An electron spread over a region of mean radius ⟨r⟩ has Coulomb energies of order e²/⟨r⟩, which is 27.2 eV divided by ⟨r⟩ in bohr. With an outer s orbital of about 3 bohr this gives 9 eV, the scale of the first ionisation energy (IE) of a transition-metal atom. The same scaling sets the distance between IE and the orbital eigenvalue ε in the local density approximation (LDA). Let n be the occupation of the level that is emptied. Janak's theorem says dE/dn = ε(n), so IE = E(n=0) − E(n=1) = −∫ε(n)dn, taken from 0 to 1. As charge is withdrawn the level deepens; if it does so linearly, ε(n) = ε(1) − U(1−n), and

IE = −ε(1) + U/2.

For the exact functional the energy is linear between whole electron numbers, U vanishes and −ε of the highest level equals IE. In LDA the electron still partly repels its own charge cloud, and U is what remains of that self-repulsion.

A thin spherical shell of charge shows the size of U. With charge ne and radius R its energy is n²e²/2R, so U = e²/R and U/2 = 0.5/R in hartree and bohr. A hydrogenic 1s orbital has self-repulsion F⁰ = 5Z/8 and ⟨r⟩ = 3/2Z, so F⁰⟨r⟩/2 = 15/32 = 0.47; the Dirac-Fock orbitals of Pt give 0.45 for 6s and 0.46 for 5d5/2. The product hardly depends on the shape of the orbital. The shell gives the 1/⟨r⟩ law and an upper estimate, and no more: it knows nothing of the exchange-correlation term that cancels part of the self-repulsion, or of the other electrons that move in when charge is removed. Both reduce U, so the model is IE + ε = c/⟨r⟩ with c below about 0.45 hartree bohr.

Neutral atoms in NIST's ground configurations, computed with Quantum ESPRESSO 7.5 (ld1.x) in all-electron, scalar-relativistic, spin-polarised LDA (VWN5) with spherical high-spin open shells and a point nucleus. Ionisation energies are total-energy differences. Dirac-Fock values are configuration averages from a B-spline radial atomic code, version 1, with a Fermi nucleus.

```
species   Z       configuration  electron removed from  ionisation energy (eV)  −ε(highest occupied) (eV)  highest level mean radius (bohr)  highest level  NIST table (eV)  computed less table (eV)  −ε / IE  IE, Dirac-Fock (eV)
     Ti  22        [Ar] 3d2 4s2                     4s                 6.92919                     4.2976                            3.5776        4s down          6.82812                     0.101    0.620               5.8381
     Ni  28        [Ar] 3d8 4s2                     4s                 7.26729                     5.6807                            2.8208        4s down         7.639878                    -0.373    0.782               6.6408
     Hf  72   [Xe] 4f14 5d2 6s2                     5d                 7.06296                     3.2393                            2.4526          5d up          6.82507                     0.238    0.459               5.4216
      W  74   [Xe] 4f14 5d4 6s2                     6s                 7.95890                     5.0714                            3.3000        6s down          7.86403                    0.0949    0.637               6.9144
     Pt  78   [Xe] 4f14 5d9 6s1                     6s                 9.81100                     5.9173                            1.6980        5d down          8.95883                     0.852      n/a               7.4819
     Au  79  [Xe] 4f14 5d10 6s1                     6s                 9.91561                     6.3436                            2.8285          6s up         9.225554                     0.690    0.640               7.6892
```

The column "ionisation energy" is the LDA difference of total energies, "−ε(highest occupied)" and the mean radius belong to the level named under "highest level", up and down are majority and minority spin, and "computed less table" is LDA minus the NIST value. The Dirac-Fock column comes from a B-spline radial atomic code: four-component Dirac-Coulomb Hartree-Fock with a Fermi nucleus, averaged over the configuration, without correlation. The six rows are four different processes. Ti and W lose the minority-spin electron of an s² pair and leave a high-spin ion. Pt and Au lose an unpaired 6s electron. Hf loses a 5d electron from beneath its 6s² pair. Ni goes from 3d⁸4s² to 3d⁹: one 4s electron leaves and the other drops into 3d. Ti beside Hf, or Ni beside Pt, therefore compares unlike events.

The model applies where the highest level is the one emptied and nothing else changes, which holds for Ti, Hf, W and Au. A least-squares fit of IE + ε to c/⟨r⟩ on these four rows gives c = 0.353 hartree bohr, 0.78 of the bare 6s value, with a root-mean-square misfit of 0.10 eV in gaps of 2.6 to 3.8 eV. The worst row is Au, whose gap is 0.17 eV above the model. A straight-line fit of the logarithm of the gap against that of ⟨r⟩ has slope −1.03. The misfit is about a thousand times the precision of the entries, so it is real; it could come from curvature of ε(n), from different screening, or from Janak's theorem being only approximate when the scalar-relativistic density keeps large components alone. Ti allows a direct test with the eigenvalue of the emptied 4s down level in Ti⁺: the mean of −ε at the two ends, in the atom and in the ion, is 6.915 eV against the computed 6.929 eV. The linear form holds there to 0.014 eV, well inside the 0.055 eV misfit, which therefore lies in c itself. The product of gap and radius is 0.345 to 0.350 for Ti, Hf and W and 0.371 for Au, the one fitted row where an unpaired s electron leaves.

Four points are little, and three of them cannot tell this law from a fixed ratio −ε/IE. Fitted to Ti, W and Au alone, c = 0.358 and a ratio of 0.635 both miss by 0.10 eV. Hf decides. It is left out of that three-row fit, though its value was known when the test was chosen. The gap from the model is 0.358 × 27.211 / 2.4526 = 3.97 eV, so IE = 3.24 + 3.97 = 7.21 eV against the computed 7.06 eV, too high by 0.15 eV. The fixed ratio gives 3.24 / 0.635 = 5.10 eV, too low by 1.96 eV. The preference for the 1/⟨r⟩ law thus rests on one row and on the argument above.

The law explains the ratio column. Dividing through gives −ε/IE = 1/(1 + c/(−ε⟨r⟩)). For the s levels of Ti, W and Au the product −ε⟨r⟩ lies between 0.565 and 0.659 hartree bohr, and the ratio stays at 0.62 to 0.64. The 5d level of Hf has 3.2393 × 2.4526 / 27.211 = 0.292, and the formula gives 0.45 against the tabulated 0.459. A d orbital is small but shallow, because its large attraction to the core is nearly cancelled by kinetic and centrifugal energy, and being small it carries a large self-repulsion. The low −ε of Hf is a fault of the LDA potential and no sign of weak binding: the energy difference is within 3.5% of the NIST value.

Pt shows the practical consequence. Its highest LDA level is minority-spin 5d, with a radius of 1.70 bohr, while Dirac-Fock, which has no self-interaction, puts 6s highest, at −7.73 eV and 3.14 bohr, with 5d5/2 some 3 eV deeper. LDA pushes the compact level up more than the diffuse one. Stretched beyond the radii of its fit, the model prices removal of that 5d electron at 5.92 + 5.66 = 11.6 eV, well above the 9.81 eV computed for 6s. The highest LDA eigenvalue need not mark the electron that leaves most easily, and that −ε/IE would come out near 0.60 for Pt is an accident of dividing one shell by another.

For the trend itself, IE = (−ε⟨r⟩ + c)/⟨r⟩ says that an s electron is bound more strongly as its orbital shrinks. From Ti to Ni the 4s radius falls by 21% and −ε grows from 4.30 to 5.68 eV. The standard cause is incomplete screening: each added proton comes with a d electron, but the s orbital penetrates inside the d shell and sees part of the new charge. Radius is not the whole of it. The 6s of Au and the 4s of Ni have the same radius to 0.3%, yet −ε differs by 0.66 eV (6.34 against 5.68). They are different spin channels with different s occupations, so no single curve of ε against ⟨r⟩ should be read into the s rows.

That a 6s orbital can match a 4s orbital in size is the remarkable point; the 6s of W is 8% smaller than the 4s of Ti. Two established causes add. The fourteen 4f electrons screen poorly, and relativity contracts s orbitals, whose inner lobes reach the nucleus. The measure of the latter is (Zα)², with α the fine-structure constant: 0.026 for Ti, 0.29 for W, 0.33 for Au. Both calculations include relativity, so their agreement is no test of it, and W also has two more d electrons than Ti. What the numbers show is that the step from Ti to W is 1.03 eV in LDA, 1.08 eV in Dirac-Fock and 1.04 eV measured: both methods reproduce it, since their errors in these two like processes are nearly equal. The contracted s and p shells screen the nucleus better for the 5d orbitals and push them up, the accepted reason why Hf loses 5d where Ti loses 4s. The NIST values of these two differ by only 0.003 eV, a coincidence of unlike processes that neither method keeps: LDA places Hf 0.13 eV above Ti, reversing the order, and Dirac-Fock 0.42 eV below.

From W to Au the three sources part: 0.77 eV in Dirac-Fock, 1.36 eV measured, 1.96 eV in LDA. The LDA step is too large because of the LDA error in Au, discussed below; spin can account for the small Dirac-Fock step. An s electron gains an exchange energy K = G²/5 from each d electron of parallel spin, G² being the Slater exchange integral between the two shells. In W⁺ the remaining 6s electron is parallel to all four d electrons and gains 4K, where an average over spin directions gives 2K. The high-spin ion lies 2K below the average, and W is that much easier to ionise. The LDA levels show the effect directly: 6s up lies 1.34 eV below 6s down, and at −6.41 eV it is deeper than the 6s of Au. Half of that splitting, about 0.7 eV, is a low measure of the Hartree-Fock 2K: the K of Pt found below already gives 0.84 eV, and the more extended 5d orbital of W overlaps 6s more. Either figure covers the 1.36 − 0.77 ≈ 0.6 eV by which configuration-averaged Dirac-Fock underestimates the step. The sign follows from counting; the size is more than is needed, so unequal correlation in W and Au must offset part of it.

Ni is the irregular row. Its eigenvalue continues the trend, but IE rises only 0.34 eV above Ti in LDA and 0.81 eV in the NIST values. Plain 4s removal would cost 5.68 + 3.41 = 9.09 eV by the model (Ni was not fitted), 1.8 eV more than computed. The difference is the gain from moving the remaining 4s electron into 3d, known from so crude a route only as one to two eV; the measured 3d⁸4s level of Ni⁺ lies roughly 1 eV above 3d⁹, a rough recalled figure. The high ratio 0.782 comes from this smaller denominator and says nothing about self-interaction. The rearrangement leaves a mark in the energy terms: the exchange-correlation energy becomes more negative on ionising Ni (−60.758 to −60.795 hartree) and less negative in Ti, Hf, W and Au.

Ni also has the only negative LDA error, −0.37 eV, and two causes share that sign. LDA is known to favour 3d over 4s occupation, which lowers the 3d⁹ ion. The spherical high-spin treatment of neutral 3d⁸ also mixes the ³F ground term with ³P. If it acts as an average over states, 9 of 30 belong to ³P, which lies roughly 2 eV higher (again rough and recalled), and the neutral atom sits about half an eV too high, whereas 3d⁹ has a single term. The table cannot divide the error between the two. The imposed configuration is not the LDA minimum either: the open minority 3d level lies 2.43 eV below the filled 4s, so the energy falls at first when charge is moved from s to d. The large U of a 3d orbital of 1 bohr opposes the move, and the eigenvalues alone do not settle whether a whole electron would go. W has the same inversion at 0.36 eV, towards 5d⁵6s¹. Ti must have it too, by an amount not given here, since its partly filled majority 3d level lies below 4s down, the highest occupied level. A lower neutral state raises the computed IE only if the ion is not lowered as well. Ni⁺ has no 4s electron to move and in W⁺ the open 5d level lies above 6s, so IE would rise in those rows; Ti⁺ has the same inversion, its open 3d level lying 1.19 eV below 4s up, so both states can fall and no rise follows.

Dirac-Fock errs the other way from LDA in two senses: its −ε lies above its own energy difference, and that difference lies below NIST, where LDA is above in every row but Ni. Against NIST its −ε is still too low in all rows but Ni. Its highest eigenvalue exceeds its own energy-difference IE in all six rows, because frozen orbitals overprice the ion. The excess is 0.25 eV for Ti, Pt and Au and 0.34 eV for W, where an outer electron leaves and little can relax. It is 0.99 eV for Hf, as befits a hole inside the 6s shell if the highest level is read as 5d, and 1.02 eV for Ni, where it includes the change of configuration. Its IE is below NIST in all six rows, by 0.95 to 1.54 eV, or 12 to 21% of the measured value. Breit, QED and recoil terms evaluated in the same runs shift IE by at most 0.034 eV, and downwards in every row but Hf, so they are ruled out.

Au is the clean case, 5d¹⁰6s to 5d¹⁰, with no multiplet and no fine structure in either ground state. Its deficit of 1.54 eV is mainly correlation: the 6s electron polarises the soft 5d¹⁰ shell and is attracted to the dipole it induces, which a mean-field method omits. In the open-shell rows the averaging adds to correlation with either sign. In Ti and W the average misses the lowering of the ion and so hides part of the missing correlation, which is why deficits near 1.0 eV should not be read as weaker correlation than in Au. In Pt it is the neutral atom that is lowered: the 6s electron is parallel to five d electrons instead of 4.5, and with K = 0.42 eV from the Dirac-Fock integrals the shift is 0.21 eV of the 1.48 eV deficit. In Hf, exchange between the two 5d electrons lowers the neutral atom and enlarges the deficit. That Ni matches Ti to 0.01 eV is chance. The average over all terms of 3d⁸ lies more than an eV above ³F while 3d⁹ has a single term, so averaging alone is as large as the whole deficit of Ni or larger, and that deficit is no measure of missing correlation.

LDA overshoots in five rows, and among these most where the d shell is full or nearly full. In Au it lies 2.23 eV above Dirac-Fock where 1.54 eV was needed, a factor of 1.45. That difference holds local against exact exchange, scalar against Dirac relativity and point against finite nucleus as well as correlation, but missing spin-orbit coupling cannot excuse the +0.69 eV error, 7.5% of the measured value. Pt is subtler. Its 5d levels are split by 1.50 eV, which is 5ζ/2 with a spin-orbit constant ζ = 0.60 eV. Both ground levels, ³D₃ and ²D₅/₂, are stretched states of one d hole and are lowered by ζ each, so the shift largely cancels, and the +0.85 eV error is probably of the same origin as in Au. What that origin is remains a guess: electron-gas correlation may be overcounted for a lone s electron lying over a dense d shell. Pt and Au share both features, an unpaired s electron and a full or nearly full d shell, so these rows cannot separate them. The error of 0.09 eV in W is smaller than the unresolved 5d fine structure, and that of 0.10 eV in Ti is no larger than the shifts from mixing ³F with ³P, which cancel only if the d shell is unchanged by ionisation, so both may owe something to luck. In Hf, resolving ³F would lower the neutral atom and enlarge the +0.24 eV error. Over all six rows the mean absolute error against NIST is 0.39 eV for LDA energy differences, 1.23 eV for Dirac-Fock and 2.80 eV for LDA eigenvalues.

The next charge state tests these ideas on compact d electrons. The same calculations give second ionisation energies of 19.95 eV for Ni⁺ (3d⁹) and 21.36 eV for Au⁺ (5d¹⁰), with −ε of 12.84 and 15.62 eV at radii of 1.083 and 1.577 bohr. The gaps have grown to 7.10 and 5.73 eV (from the unrounded values), as smaller orbitals demand, but the products 7.10 × 1.083 / 27.211 = 0.28 and 5.73 × 1.577 / 27.211 = 0.33 fall short of 0.353. The constant is therefore not universal, plausibly because the many electrons of a crowded d shell screen a hole among them more effectively, and the Pt estimate above is too high; with 0.28 to 0.33 it becomes 10.4 to 11.2 eV, still above the 9.81 eV for 6s. Against the NIST values of 18.17 and 20.20 eV, LDA is too high by 1.78 and 1.16 eV. Part of this precedes any fault of the functional: Au²⁺ has a d hole lowered by spin-orbit coupling while Au⁺ has none, a shift of the order of the ζ of Pt, and the d⁸ term average now burdens the Ni²⁺ ion.

A 4d series would follow the same rules with relativity much weaker: s orbitals larger than in the 5d row at the end of the series, hence lower ionisation energies and smaller gaps between −ε and IE, with Ag below Au. A ratio near 0.63 should recur where a plain s electron leaves a neutral atom, a lower one where a shallow d electron leaves early in a series, and a higher one wherever the ion rearranges to gain a d electron. A gradient-corrected functional keeps most of the self-repulsion and so most of the gap, while admixed exact exchange moves −ε towards the Hartree-Fock side, where −ε exceeds the method's own energy difference instead of falling short of it.
